**Predicting the 3s and 3p levels of ruthenium from its other shells**

The table holds orbital energies and mean radii of Ru, [Kr] 4d7 5s1, from Dirac-Coulomb Hartree-Fock beside non-relativistic Hartree-Fock, both averaged over the configuration and without correlation. The program derives effective charges from energies and radii, compares them with Slater's rules, and tests Landé scaling of the spin-orbit splitting and bare-nucleus Dirac contraction. From twelve rows it predicts 3s1/2, 3p1/2 and 3p3/2, with bars taken as spreads between estimates, and then prints the computed values. All predictions fall within their bars: non-relativistic energies are 2–3% too bound, the 3s energy ratio misses by 0.34 points, and the 3p splitting (23.2 against 23.1 eV) agrees through cancelling errors. Plain 1/n³ scaling of splittings fails, and the bare-nucleus formula overstates the contraction of the p3/2 and d orbitals and understates that of 5s.

Orbitals of the neutral Ru atom (Z = 44), [Kr] 4d7 5s1, computed with B-spline radial code 1 at the basis-set limit. Dirac-Coulomb Hartree-Fock with a Fermi nucleus is set beside non-relativistic Hartree-Fock with a point nucleus, both averaged over the configuration of nl shells. A positive percentage for ε means that the Dirac orbital is more strongly bound.

## The fit in Python

```python
# Table: orbital energies and <r> of Ru [Kr]4d7 5s1, B-spline radial code, Dirac-Coulomb HF beside non-rel. HF (averages).
# Tested: effective charges, Lande spin-orbit scaling, bare-nucleus Dirac contraction; 3s, 3p predicted from other rows.
T = {
    'orbital': ['1s1/2', '2s1/2', '2p1/2', '2p3/2', '3s1/2', '3p1/2', '3p3/2', '3d3/2', '3d5/2', '4s1/2', '4p1/2', '4p3/2', '4d3/2', '4d5/2', '5s1/2'],
    'n': [1, 2, 2, 2, 3, 3, 3, 3, 3, 4, 4, 4, 4, 4, 5],
    'l': [0, 0, 1, 1, 0, 1, 1, 2, 2, 0, 1, 1, 2, 2, 0],
    'nl_electrons': [2, 2, 6, 6, 2, 6, 6, 10, 10, 2, 6, 6, 7, 7, 1],
    'e': [-22251, -3278.4, -3019.0, -2887.3, -611.75, -509.72, -486.59, -307.37, -302.91, -93.957, -61.051, -57.471, -10.605, -10.251, -6.0737],  # eV
    'e_nr': [-21647, -3134.0, -2891.3, -2891.3, -583.07, -486.06, -486.06, -309.04, -309.04, -88.96, -57.509, -57.509, -10.915, -10.915, -5.6985],  # eV
    'e_pct': [2.79, 4.61, 4.42, -0.14, 4.92, 4.87, 0.11, -0.54, -1.98, 5.62, 6.16, -0.07, -2.84, -6.09, 6.58],  # %
    'r': [0.033427, 0.14503, 0.12371, 0.12843, 0.4, 0.39394, 0.4041, 0.38106, 0.38445, 1.0275, 1.1181, 1.1471, 1.6399, 1.6653, 3.6971],  # bohr
    'r_pct': [-3.46, -3.69, -4.25, -0.6, -2.92, -3.01, -0.51, -0.4, 0.49, -2.64, -2.79, -0.26, 0.48, 2.04, -4.64],  # %
}
HELD = [4, 5, 6]  # rows withheld from the fit
import numpy as np
from scipy.constants import alpha, physical_constants as pc
Ha = pc['Hartree energy in eV'][0]; Z = 44; za2 = (Z*alpha)**2
lab = T['orbital']; I = {s: i for i, s in enumerate(lab)}
n, l, e, en, ep, r, rp = (np.array(T[k], float) for k in ('n', 'l', 'e', 'e_nr', 'e_pct', 'r', 'r_pct'))
kap = np.array([-(b+1) if int(s[2]) == 2*b+1 else b for s, b in zip(lab, l)])
Ze = n*np.sqrt(-2*en/Ha); c = (3*n**2-l*(l+1))/2; Zr = c*(1+rp/100)/r
g = np.sqrt(kap**2-za2); nr = n-abs(kap); N = np.sqrt(nr**2+2*nr*g+kap**2)
hyd = 100*(((g+nr)*(3*N**2-kap**2)-kap*N)/(2*N)/c-1); off = rp-hyd
S = {'1s': .3, '2s': 7*.35+2*.85, '3s': 7*.35+8*.85+2, '3d': 9*.35+18, '4s': 7*.35+18*.85+10, '4d': 6*.35+36, '5s': 15*.85+28}
sl = np.array([Z-S[s[:2].replace('p', 's')] for s in lab])
K = [i for i in range(len(lab)) if i not in HELD]
print(f'(Z alpha)^2 = {za2:.4f}; table rounding: 0.005 points in the ratios, 5 figures in energy and radius')
print('orbital  Z(energy)  Z(radius)  Z(Slater)  Dirac-nonrel eV  dr table %  dr bare Dirac %  offset')
for i in K: print(f'{lab[i]:6s}{Ze[i]:9.2f}{Zr[i]:11.2f}{sl[i]:11.2f}{e[i]-en[i]:15.3f}{rp[i]:13.2f}{hyd[i]:14.2f}{off[i]:12.2f}')
w = max(K, key=lambda i: abs(off[i])); v = max(K, key=lambda i: abs(sl[i]-Zr[i]))
print(f'worst rows: contraction {lab[w]} ({off[w]:+.2f} points); Slater minus Z(radius) {lab[v]} ({sl[v]-Zr[v]:+.2f})')
def lande(a, b, zi, zo): return alpha**2*zi**2*zo**2/(2*a**3*b*(b+1))*Ha
def pair(s):
    a, b = [i for i in range(len(lab)) if lab[i][:2] == s]; L = l[a]; d = e[b]-e[a]
    m = (L*e[a]+(L+1)*e[b])/(2*L+1)
    return d, m-en[a], 100*(m/en[a]-1), np.sqrt(d/lande(n[a], L, 1, Zr[a]))
P = {s: pair(s) for s in ('2p', '4p', '3d', '4d')}
print('shell  splitting eV  weighted mean shift eV  mean shift %  inner charge Zi')
for s, p in P.items(): print(f'{s:5s}{p[0]:12.3f}{p[1]:18.3f}{p[2]:19.2f}{p[3]:14.2f}')
print(f"plain 1/n^3 splittings: 4p from 2p {P['2p'][0]/8:.1f} eV, 4d from 3d {P['3d'][0]*27/64:.2f} eV, 3p from 2p {P['2p'][0]*8/27:.1f} eV")
s4 = [I[k+'s1/2'] for k in '1245']; s2, s_4, p2, p4, d3, d4 = (I[k] for k in ('2s1/2', '4s1/2', '2p1/2', '4p1/2', '3d3/2', '4d3/2'))
def cub(y): a = y[s4]; return 2*(a[1]+a[2])/3-(a[0]+a[3])/6, (a[1]+a[2])/2
def direct(a, zo): return za2*zo**2/(2*a**3)*(1-.75/a)*Ha
fr = (en-e)/direct(n, Zr)
print('s gain / hydrogenic term (1s 2s 4s 5s): ' + ' '.join(f'{x:.2f}' for x in fr[s4]))
assert all(np.diff(ep[s4]) > 0) and ep[s4][0] > 0
assert P['3d'][2] < 0 and P['4d'][2] < 0 < P['2p'][2] and ep[d4] < 0
assert all(.7*Z < p[3] < 1.05*Z for p in P.values())
assert all(abs(off[i]) < .5 for i in K if abs(kap[i]) == 1 and n[i] < 5)
def charges(y, name):
    a, b = cub(y); f = (y[s_4]-y[p4])/(y[s_4]-y[d4]); p = a-f*(a-y[d3]); q = a-(y[s2]-y[p2]+y[s_4]-y[p4])/2
    print(f'{name}: 3s cubic {a:.2f}, line {b:.2f}; fraction {f:.3f}; 3p {p:.2f}, from mean s-p gap {q:.2f}')
    return (a, abs(a-b)), (p, np.hypot(a-b, p-q))
zes, zep = charges(Ze, 'Z(energy)'); zrs, zrp = charges(Zr, 'Z(radius)')
E = lambda z: (-z[0]**2/18*Ha, z[0]*z[1]/9*Ha)
a, b = cub(ep); alt = -100*cub(fr)[0]*direct(3, zrs[0])/E(zes)[0]
zi, dzi = (P['2p'][3]+P['4p'][3])/2, abs(P['2p'][3]-P['4p'][3])/2
m, dm = (P['2p'][2]+P['4p'][2])/2, abs(P['2p'][2]-P['4p'][2])/2
D = lande(3, 1, zi, zrp[0]); dD = 2*D*np.hypot(dzi/zi, zrp[1]/zrp[0]); sp = -100*D/E(zep)[0]; dsp = sp*np.hypot(dD/D, 2*zep[1]/zep[0])
print(f'3s ratio %: cubic {a:.2f}, line {b:.2f}, hydrogenic {alt:.2f}; 3p: Zi {zi:.1f}+-{dzi:.1f}, mean {m:.2f}+-{dm:.2f} %, splitting {sp:.2f} %')
print('withheld quantity          predicted       bar   computed      miss  miss/bar')
def show(s, p, d, x, f): print(f'{s:24s}{p:12.{f}f}{d:10.{f}f}{x:11.{f}f}{p-x:+10.{f}f}{abs(p-x)/d:8.1f}')
for i in HELD:
    i2, i4 = I['2'+lab[i][1:]], I['4'+lab[i][1:]]
    if l[i] == 0: ze, zr, pe, de = zes, zrs, a, max(abs(a-b), abs(a-alt))
    else:
        t = 2/3 if kap[i] > 0 else -1/3; ze, zr, pe = zep, zrp, m+t*sp
        de = max(np.hypot(dm, t*dsp), abs(pe-(ep[i2]+ep[i4])/2))
    pr = hyd[i]+(off[i2]+off[i4])/2; dr = max(abs(off[i2]-off[i4])/2, abs(pr-(rp[i2]+rp[i4])/2))
    e0, d0 = E(ze); R = c[i]/zr[0]*(1+pr/100)
    show(lab[i]+' e non-rel eV', e0, d0, en[i], 1); show(lab[i]+' e ratio %', pe, de, ep[i], 2)
    show(lab[i]+' e Dirac eV', e0*(1+pe/100), np.hypot(d0*(1+pe/100), e0*de/100), e[i], 1)
    show(lab[i]+' <r> ratio %', pr, dr, rp[i], 2); show(lab[i]+' <r> Dirac bohr', R, R*np.hypot(zr[1]/zr[0], dr/100), r[i], 4)
q = pair('3p'); show('3p splitting eV', D, dD, q[0], 1); h, k = I['3s1/2'], I['3p1/2']
print(f'computed: Z(energy) 3s {Ze[h]:.2f} 3p {Ze[k]:.2f}; Z(radius) 3s {Zr[h]:.2f} 3p {Zr[k]:.2f}; Slater {sl[h]:.2f}; Zi {q[3]:.2f}')
print(f'computed: 3p mean shift {q[2]:.2f} %; 3s gain {en[h]-e[h]:.1f} eV, {fr[h]:.2f} of hydrogenic; bare Dirac dr % ' + ' '.join(f'{hyd[i]:.2f}' for i in HELD))
```

It prints:

```
(Z alpha)^2 = 0.1031; table rounding: 0.005 points in the ratios, 5 figures in energy and radius
orbital  Z(energy)  Z(radius)  Z(Slater)  Dirac-nonrel eV  dr table %  dr bare Dirac %  offset
1s1/2     39.89      43.32      43.70       -604.000        -3.46         -3.53        0.07
2s1/2     30.35      39.84      39.85       -144.400        -3.69         -3.83        0.14
2p1/2     29.16      38.70      39.85       -127.700        -4.25         -4.60        0.35
2p3/2     29.16      38.70      39.85          4.000        -0.60         -1.04        0.44
3d3/2     14.30      27.44      22.85          1.670        -0.40         -1.37        0.97
3d5/2     14.30      27.45      22.85          6.130         0.49         -0.49        0.98
4s1/2     10.23      22.74      16.25         -4.997        -2.64         -2.30       -0.34
4p1/2      8.22      20.00      16.25         -3.542        -2.79         -2.40       -0.39
4p3/2      8.22      20.00      16.25          0.038        -0.26         -0.99        0.73
4d3/2      3.58      12.87       5.90          0.310         0.48         -1.08        1.56
4d5/2      3.58      12.87       5.90          0.664         2.04         -0.55        2.59
5s1/2      3.24       9.67       3.25         -0.375        -4.64         -1.90       -2.74
worst rows: contraction 5s1/2 (-2.74 points); Slater minus Z(radius) 4d5/2 (-6.97)
shell  splitting eV  weighted mean shift eV  mean shift %  inner charge Zi
2p        131.700           -39.900               1.38         44.07
4p          3.580            -1.155               2.01         39.77
3d          4.460             4.346              -1.41         36.39
4d          0.354             0.522              -4.79         33.66
plain 1/n^3 splittings: 4p from 2p 16.5 eV, 4d from 3d 1.88 eV, 3p from 2p 39.0 eV
s gain / hydrogenic term (1s 2s 4s 5s): 0.92 0.83 0.54 0.42
Z(energy): 3s cubic 19.87, line 20.29; fraction 0.302; 3p 18.19, from mean s-p gap 18.27
Z(radius): 3s cubic 32.89, line 31.29; fraction 0.278; 3p 31.38, from mean s-p gap 30.95
3s ratio %: cubic 5.26, line 5.12, hydrogenic 4.89; 3p: Zi 41.9+-2.1, mean 1.69+-0.31 %, splitting 4.64 %
withheld quantity          predicted       bar   computed      miss  miss/bar
3s1/2 e non-rel eV            -596.7      25.4     -583.1     -13.7     0.5
3s1/2 e ratio %                 5.26      0.37       4.92     +0.34     0.9
3s1/2 e Dirac eV              -628.1      26.9     -611.8     -16.3     0.6
3s1/2 <r> ratio %              -3.00      0.24      -2.92     -0.08     0.3
3s1/2 <r> Dirac bohr          0.3981    0.0194     0.4000   -0.0019     0.1
3p1/2 e non-rel eV            -500.1      23.7     -486.1     -14.0     0.6
3p1/2 e ratio %                 4.79      0.57       4.87     -0.08     0.1
3p1/2 e Dirac eV              -524.0      25.0     -509.7     -14.3     0.6
3p1/2 <r> ratio %              -3.16      0.37      -3.01     -0.15     0.4
3p1/2 <r> Dirac bohr          0.3858    0.0204     0.3939   -0.0081     0.4
3p3/2 e non-rel eV            -500.1      23.7     -486.1     -14.0     0.6
3p3/2 e ratio %                 0.15      0.40       0.11     +0.04     0.1
3p3/2 e Dirac eV              -500.8      23.8     -486.6     -14.2     0.6
3p3/2 <r> ratio %              -0.57      0.14      -0.51     -0.06     0.4
3p3/2 <r> Dirac bohr          0.3961    0.0209     0.4041   -0.0080     0.4
3p splitting eV                 23.2       3.4       23.1      +0.1     0.0
computed: Z(energy) 3s 19.64 3p 17.93; Z(radius) 3s 32.76 3p 30.78; Slater 32.75; Zi 42.66
computed: 3p mean shift 1.70 %; 3s gain 28.7 eV, 0.69 of hydrogenic; bare Dirac dr % -2.91 -3.14 -1.15
```
